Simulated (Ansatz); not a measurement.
# A ladder of methods for [GeH3]− (SMILES [H][Ge-]([H])[H])

[GeH3]− has 4 atoms, charge -1, and is taken as a singlet. SMILES: `[H][Ge-]([H])[H]`. The shape comes from GFN2-xTB, which is rough for such elements, and wasn't checked as a minimum.

```xyz
4

Ge   -0.0075    0.0058    0.7680
H     1.4220   -0.0315   -0.2444
H    -0.6775    1.2495   -0.2717
H    -0.7370   -1.2238   -0.2519
```

Each level gives the energy change with the Ge1–H4 bond stretched from 1.756 to 3.512 Å (eV). The values are calculated.

```
                      level                    kind  program  value (eV)  less FCI/STO-3G
     HF/STO-3G (restricted)            Hartree–Fock   Ansatz        6.33            +2.04
  SVWN5/STO-3G (restricted)                     LDA   Ansatz        4.90            +0.61
 revPBE/STO-3G (restricted)                     GGA   Ansatz        4.50            +0.21
 r2SCAN/STO-3G (restricted)                meta-GGA   Ansatz        4.90            +0.61
  HSE06/STO-3G (restricted)  range-separated hybrid   Ansatz        5.20            +0.91
    MP2/STO-3G (restricted)     perturbation theory   Ansatz        5.36            +1.07
CCSD(T)/STO-3G (restricted)   coupled cluster or CI   Ansatz        4.05            -0.24
  CCSDT/STO-3G (restricted)   coupled cluster or CI   Ansatz        4.27            -0.02
                 FCI/STO-3G      exact in the basis   Ansatz        4.29             0.00
```

FCI/STO-3G is exact within its basis and frozen core, so for wave-function methods in that basis the difference is their error; functionals converge differently with the basis, so for them it is only a difference. Spin-restricted single references rise too steeply as a bond breaks, Hartree–Fock most of all. Perturbation and coupled-cluster corrections on them can overshoot downwards. All-electron rows without a relativistic Hamiltonian named are non-relativistic. Sets without diffuse functions describe the anion poorly. The first shape isn't each level's own minimum. The values span 4.05 to 6.33 eV. All rows use very small basis sets, so even the best lies far from the true value. In the correlated wave-function rows the outer d shell of Ge is correlated, in sets not made for it.

Doubling the Ge–H distance brings the σ and σ* orbitals close in energy, so the bonding pair needs both the σ² and σ*² configurations to keep its electrons on separate fragments. This left-right correlation accounts for the main trend among the wave-function methods. MP2 removes only about half of the Hartree–Fock excess, while CCSDT comes within 0.02 eV of FCI. The step from CCSD(T), at 4.05 eV, to CCSDT, at 4.27 eV, shows that the triples need iterative treatment here, whereas excitations beyond triples change the stretching energy little.

The functionals don't improve steadily with rung: SVWN5 and r2SCAN both give 4.90 eV, revPBE lies lower and HSE06 higher. The high HSE06 value probably reflects its share of exact exchange, which displaces semilocal exchange that partly mimics left-right correlation. None of these energies is a bond dissociation energy, since the stretched geometry is a single point with an unrelaxed GeH2 fragment, and the competition between hydride loss and hydrogen-atom loss remains unresolved.
